\section*{Helicity transfer to bremsstrahlung photons from three amplitudes}

A strained GaAs superlattice photocathode emits longitudinally polarised electrons, typically with $P_e\approx0.85$. To measure $P_e$ after acceleration, one passes the beam through a radiator and sends the bremsstrahlung photons through magnetised iron, whose transmission depends on photon helicity. The link between electron and photon polarisation is due to Olsen and Maximon (1959). For complete screening, integrated over angles and without the so-called $1/9$ term,
\begin{equation}
\frac{P_\gamma}{P_e}=P_0(y)=\frac{4y-y^2}{4-4y+3y^2},\qquad y=\frac{k}{E_1},
\label{om}
\end{equation}
with $k$ the photon energy and $E_1$ the total energy of the incoming electron. Three amplitudes reproduce Eq.~(\ref{om}) and its corrections in closed form.

\subsection*{Conventions and model}

We set $\hbar=c=1$; $m$ is the electron mass, $0.511$ MeV. The final electron has energy $E_2=(1-y)E_1$. The $z$ axis lies along the photon. Spin up means $+\tfrac12$ along $z$, which equals positive helicity up to terms of the order of the small emission angle. Photon helicity $\lambda=\pm1$ has the polarisation vector $\boldsymbol\epsilon_\pm=(1,\pm i,0)/\sqrt2$. The example uses $E_1=10$ MeV (kinetic energy $9.49$ MeV), so $\gamma=E_1/m=19.6$.

A free electron cannot emit a real photon, much as an indirect-gap crystal needs a phonon to emit at its edge. An atom supplies the momentum $\mathbf q$ through a screened Coulomb potential of the kind used for ionised impurities, $V(q)\propto1/(q^2+a^{-2})$. Second-order perturbation theory has two orders of events: emit then scatter, or scatter then emit. At high energy and small angle, scattering conserves the spin, and intermediate states of negative energy are suppressed by their large energy denominators.

\subsection*{The emission vertex}

Let an electron $(E,\mathbf p)$ go to $(E',\mathbf p')$ plus the photon, with $\mathbf p'=\mathbf p-\mathbf k$ and hence $\mathbf p'_\perp=\mathbf p_\perp$. With Dirac spinors built on two-component spinors $\chi$, the matrix element of $\boldsymbol\alpha\cdot\boldsymbol\epsilon^*$ is $\sqrt{(E+m)(E'+m)}\,\chi'^\dagger\Gamma\chi$, where
\begin{equation}
\Gamma=\frac{(\boldsymbol\sigma\cdot\boldsymbol\epsilon^*)(\boldsymbol\sigma\cdot\mathbf p)}{E+m}+\frac{(\boldsymbol\sigma\cdot\mathbf p')(\boldsymbol\sigma\cdot\boldsymbol\epsilon^*)}{E'+m}.
\end{equation}
Now $\boldsymbol\sigma\cdot\boldsymbol\epsilon^*_\pm=\sqrt2\,\sigma_\mp$, with $\sigma_\mp$ the spin lowering and raising matrices. Acting on spin up, with $p_\pm=p_x\pm ip_y$,
\begin{equation}
\frac{\Gamma_{\uparrow+}}{\sqrt2}=\frac{p_-}{E'+m},\quad
\frac{\Gamma_{\uparrow-}}{\sqrt2}=\frac{p_+}{E+m},\quad
\frac{\Gamma_{\downarrow+}}{\sqrt2}=\frac{p_z}{E+m}-\frac{p'_z}{E'+m},\quad
\Gamma_{\downarrow-}=0 .
\end{equation}
The labels give the final electron spin and the photon helicity. At high energy $p_z/(E+m)\approx1-m/E$ and $E'\approx(1-y)E$. With $\mathbf u=\mathbf p_\perp/m$, so that $u=\gamma\theta$ for emission angle $\theta$, and the common factor $m/E'$ removed, the three amplitudes are $u_-$, $(1-y)u_+$ and $y$. The terms dropped are of relative order $m/E'$.

The energy mismatch of the splitting follows from $E\approx p_z+m^2(1+u^2)/2p_z$ and has the magnitude
\begin{equation}
\Delta E=m\,\delta\,(1+u^2),\qquad \delta=\frac{m\,y}{2E_1(1-y)} .
\end{equation}
It enters the two orders of events with opposite sign. The first order involves $\mathbf u$ of the incoming electron, the second $\mathbf u+\mathbf Q$ of the outgoing one, where $m\mathbf Q$ is the transverse momentum received from the atom. Define $\mathbf f(\mathbf u)=\mathbf u/(1+u^2)$, $g(\mathbf u)=1/(1+u^2)$, and $D\mathbf f=\mathbf f(\mathbf u)-\mathbf f(\mathbf u+\mathbf Q)$, likewise $Dg$. The amplitudes are $V$ times $Df_-$, $(1-y)Df_+$ and $y\,Dg$. Since $|Df_\pm|^2=|D\mathbf f|^2$, the rates are
\begin{equation}
W_{\uparrow+}=A,\qquad W_{\uparrow-}=(1-y)^2A,\qquad W_{\downarrow+}=y^2B,
\label{W}
\end{equation}
where $A$ and $B$ are the integrals of $|V|^2|D\mathbf f|^2$ and $|V|^2|Dg|^2$ over $\mathbf u$ and $\mathbf Q$. Normalisation and phase space supply a common factor $dk/k$. By parity, spin down gives the mirror rates, so $P_\gamma$ is proportional to $P_e$.

\subsection*{Leading logarithm}

Most of the rate comes from soft kicks, $Q\ll1$, where $D\to-\mathbf Q\cdot\nabla_{\mathbf u}$. Averaging over the angle between $\mathbf Q$ and $\mathbf u$, with $s=u^2$,
\begin{equation}
\langle|D\mathbf f|^2\rangle=Q^2\frac{1+s^2}{(1+s)^4},\qquad
\langle|Dg|^2\rangle=Q^2\frac{2s}{(1+s)^4}.
\label{dip}
\end{equation}
The integrals over $s$ from $0$ to $\infty$ are $2/3$ and $1/3$. If $V$ depends on $Q$ alone, both are multiplied by the same logarithm $\int dQ^2\,Q^2|V|^2$, so $A=2B$ and
\begin{equation}
\frac{P_\gamma}{P_e}=\frac{2+y^2-2(1-y)^2}{2+y^2+2(1-y)^2}=\frac{4y-y^2}{4-4y+3y^2},
\end{equation}
which is Eq.~(\ref{om}). At $y=0.5$ the rates stand as $2:0.5:0.25$ and $P_0=1.75/2.75=0.636$.

For soft photons the two spin-conserving channels become equal, as in classical radiation, and $P_0=y+\tfrac34y^2+\dots$. The only channel with the wrong helicity carries $(1-y)^2$, which gives $1-P_0=4(1-y)^2/(4-4y+3y^2)$. The slope $dP_0/dy=8(1-y)(2+y)/(4-4y+3y^2)^2$ is positive below $y=1$, where full transfer is reached with zero slope. Equation~(\ref{W}) also gives the polarisation kept by the electron, $(4-4y+y^2)/(4-4y+3y^2)$, or $0.82$ at $y=0.5$.

\subsection*{The general statement and the $1/9$ term}

Put $\psi_1=2(A+B)$, $\psi_2=6B$ and $\rho=(\psi_1-\psi_2)/\psi_1$. The spectrum is then proportional to $[1+(1-y)^2]\psi_1-\tfrac23(1-y)\psi_2$, the high-energy Bethe--Heitler form, and
\begin{equation}
\frac{P_\gamma}{P_e}=\frac{4y-y^2+2y(1-y)\rho}{4-4y+3y^2+2(1-y)\rho}.
\label{gen}
\end{equation}
After the angular integration, Eq.~(\ref{om}) therefore needs only $\psi_1=\psi_2$.

Complete screening means that the longitudinal transfer, equal to $\Delta E$ for soft kicks, is negligible against $1/a$. Then $|V|^2=(Q^2+\mu^2)^{-2}$ with $\mu=1/(ma)$. Joining the two denominators with a Feynman parameter $x$, and writing $t=x(1-x)Q^2$,
\begin{equation}
\int\frac{d^2u}{\pi}|Dg|^2=2\int_0^1\!dx\,\frac{t}{1+t},\qquad
\int\frac{d^2u}{\pi}|D\mathbf f|^2=2\int_0^1\!dx\Big[\ln(1+t)+\frac{t}{1+t}\Big].
\end{equation}
Integrate over $Q^2$ with the weight $|V|^2$ for $\mu\ll1$. With $w=x(1-x)$, one has $B=2\int_0^1 w\,[\ln(1/w\mu^2)-1]\,dx$, and $\int_0^1w\ln w\,dx=-5/18$ gives $B=\tfrac23\ln(1/\mu)+\tfrac29$. The combination $A-2B$ converges at $\mu=0$ and equals $2\cdot\tfrac16\int_0^\infty dt\,[\ln(1+t)-t/(1+t)]/t^2=\tfrac13$. Hence
\begin{equation}
\psi_1=4L,\qquad \psi_1-\psi_2=\tfrac23,\qquad L=\ln\frac1\mu+\frac12,
\end{equation}
and the spectrum is $4\{[1+(1-y)^2-\tfrac23(1-y)]L+(1-y)/9\}$. The $1/9$ term corresponds to $\rho=1/(6L)$ and comes from hard kicks, $Q\sim1$.

\subsection*{Incomplete screening}

Keeping the longitudinal transfer replaces $\mu^2$ by $\mu^2+\delta^2(1+s)^2$ in the soft region and leaves the hard region unchanged as long as $\delta\ll1$. From $A$ and $B$ one subtracts the weights of Eq.~(\ref{dip}) integrated against $\ln[1+\eta^2(1+s)^2]$, with $\eta=\delta/\mu$. Integration by parts, with $\phi=\arctan(1/\eta)$, gives
\begin{align}
\psi_1&=4L-2\ln(1+\eta^2)-4\eta\phi,\\
\psi_1-\psi_2&=\tfrac23-4\eta\phi+6\eta^2\ln(1+\eta^{-2})-8\eta^2(1-\eta\phi).
\end{align}
For $\eta\to\infty$, no screening, $\psi_1=\psi_2=4[\ln(1/\delta)-\tfrac12]$, and Eq.~(\ref{om}) holds with no extra term.

Take a thin iron radiator, $Z=26$, and as a model choice the Thomas--Fermi length $a=(9\pi^2/128)^{1/3}a_0Z^{-1/3}=0.158$ \AA. Then $1/\mu=41.0$, $L=4.21$, $1/(6L)=0.040$ and $\eta=1.05\,y/(1-y)$ at 10 MeV. At $y=0.5$ the formation length $1/(m\delta)=0.151$ \AA{} is as short as $a$, so the emission resolves the interior of the atom. To have $\eta<0.1$ at $y=0.8$ would take $E_1>4.2\times10^{8}$ eV. The columns CS and IS give the relative shift of Eq.~(\ref{gen}) from $P_0$ in per cent, for complete and for incomplete screening.

\begin{center}
\begin{tabular}{cccccccc}
$y$&$\eta$&$\psi_1$&$\psi_1-\psi_2$&$P_0$&CS&IS&$m/E_2$\\\hline
0.2&0.26&15.3&$0.060$&0.229&$-0.24$&$-0.02$&0.064\\
0.5&1.05&12.2&$-0.032$&0.636&$-0.30$&$+0.02$&0.10\\
0.8&4.19&7.1&$-0.004$&0.941&$-0.09$&$+0.001$&0.26
\end{tabular}
\end{center}

Complete screening does not hold at 10 MeV, yet the ratio $P_\gamma/P_e$ hardly responds, and it lies closer to $P_0$ than it would with complete screening. These shifts compare versions of the high-energy model with each other. The expansion parameter in the last column is far larger, so the third digit of $P_0$ is not a prediction at this energy.

\subsection*{The iron analyser}

For a photon with spin parallel ($+$) or antiparallel ($-$) to the spin of a target electron at rest, the Compton cross section is $\sigma_0\pm\sigma_P$. We take the standard spin-dependent term as given,
\begin{equation}
\frac{d\sigma_P}{d\Omega}=-\frac{r_e^2}{2}\Big(\frac{k'}{k}\Big)^2\Big(\frac{k}{k'}-\frac{k'}{k}\Big)\cos\vartheta,\qquad \frac{k}{k'}=1+\kappa(1-\cos\vartheta),
\end{equation}
with $\kappa=k/m$ and $r_e=\alpha/m$. Its integral is
\begin{equation}
\sigma_P=2\pi r_e^2\Big[\frac{1+4\kappa+5\kappa^2}{\kappa(1+2\kappa)^2}-\frac{1+\kappa}{2\kappa^2}\ln(1+2\kappa)\Big],
\end{equation}
where $2\pi r_e^2=4.99\times10^{-11}$ nm$^2$. With $n_s$ the net density of aligned spins and $\ell$ the core length, the two helicities are transmitted in proportion to $e^{\pm X}$, $X=-n_s\ell\sigma_P$. A partly polarised beam is a mixture with weights $(1\pm P_\gamma)/2$, so the transmission is proportional to $\cosh X\pm P_\gamma\sinh X$ for the two field directions, and the spin-independent attenuation cancels in the asymmetry
\begin{equation}
\mathcal A=\frac{N_{\rm par}-N_{\rm anti}}{N_{\rm par}+N_{\rm anti}}=P_eP_0(y)\tanh X .
\end{equation}
Here par means that the prevailing photon spin is parallel to the majority electron spin, which points against the magnetisation.

The compiled spin moment of bcc iron is $2.13\,\mu_B$ per atom (Ekholm 2018), which with $g\approx2$ is $2.13$ net spins, a fraction $0.082$ of the 26 electrons. An approximate lattice constant of $0.287$ nm with two atoms per cell gives $84.6$ atoms per nm$^3$ and $n_s=180$ nm$^{-3}$. For $\ell=10^8$ nm (10 cm) and $P_e=0.85$:

\begin{center}
\begin{tabular}{cccc}
$k$ (MeV)&$\sigma_P$ ($10^{-12}$ nm$^2$)&$X$&$\mathcal A$ (\%)\\\hline
2&$-2.17$&0.039&0.76\\
5&$-2.24$&0.040&2.2\\
8&$-1.96$&0.035&2.8
\end{tabular}
\end{center}

The analyser is nearly flat in energy, so the rise of $\mathcal A$ is that of $P_0(y)$. At 5 MeV a relative statistical error of 1\% needs $1/(0.01\mathcal A)^2=2.1\times10^7$ counts. These are values for a saturated core and a narrow beam. A real core gives less, by up to tens of per cent if it is short, because its ends are not saturated and scattered photons reach the detector. The temperature of the compiled moment is not stated. At 300 K iron is at $0.29$ of its compiled Curie temperature of 1043 K (Br\"annvall 2024), where the moment is typically a few per cent below its low-temperature value. That uncertainty passes directly into $P_e$ and is about ten times the $1/9$ term.

\subsection*{Limits of validity at 10 MeV}

\emph{Spectrum weights.} A calorimeter averages over $k$, and here screening matters: at $y=0.8$, $\psi_1=7.1$ lies a factor $2.4$ below $4L=16.8$. Sample the emitted energy spectrum at the three tabulated $y$, the midpoints of three equal bins from $0.05$ to $0.95$, with weights $\psi_1(4-4y+3y^2)$. The mean of $P_0$ is $0.58$ for constant $\psi_1$ and $0.49$ for the tabulated $\psi_1$, which is 15\% lower. The attenuation in the core, including pair production, and the detector response change the weights again.

\emph{Collimation.} Equation~(\ref{om}) is integrated over angles of order $1/\gamma=0.051$ rad. On the axis, $\mathbf u=0$, one has $|D\mathbf f|^2=Q^2/(1+Q^2)^2$ and $|Dg|^2=Q^4/(1+Q^2)^2$. With $M^2=\mu^2+\delta^2\ll1$ the $Q^2$ integrals give $A=\ln(1/M^2)-2$ and $B=1$. At $y=0.5$, $A=4.69$, and Eq.~(\ref{W}) yields $0.616$, lower than $P_0$ by $3.1$\%. Multiple scattering in the radiator beyond $1/\gamma$ restores the angular average.

\emph{End point.} The spectrum stops at $y=1-1/\gamma=0.949$, where Eq.~(\ref{om}) reads $0.996$. There $E_2=m$ and the expansion parameter is 1. The model gives $\psi_1=0.98$, whereas the full Born cross section vanishes with the momentum of the final electron. Already at $y=0.8$ the vertex terms dropped are of relative order $0.26$. Their effect on $P_\gamma$ may partly cancel in the ratio, but only a calculation with exact kinematics can settle that.

\emph{Higher orders in $Z\alpha$.} The Coulomb correction of Davies, Bethe and Maximon (1954) subtracts $4f$ from both $\psi_1$ and $\psi_2$, with $f=(Z\alpha)^2\sum_{n\ge1}1/\{n[n^2+(Z\alpha)^2]\}=0.042$ for iron. It leaves $\psi_1-\psi_2$ unchanged and barely moves $\rho$. Radiation on the atomic electrons adds a share of order $1/Z=3.8$\% to the intensity, through the same emission vertex where the kicks are soft.

\emph{Thick radiators.} An electron that has already radiated has a lower $E_1$ and, after a hard photon, a lower polarisation. Equation~(\ref{om}) then applies to each emission separately and has to be folded with the transport of energy and spin through the radiator.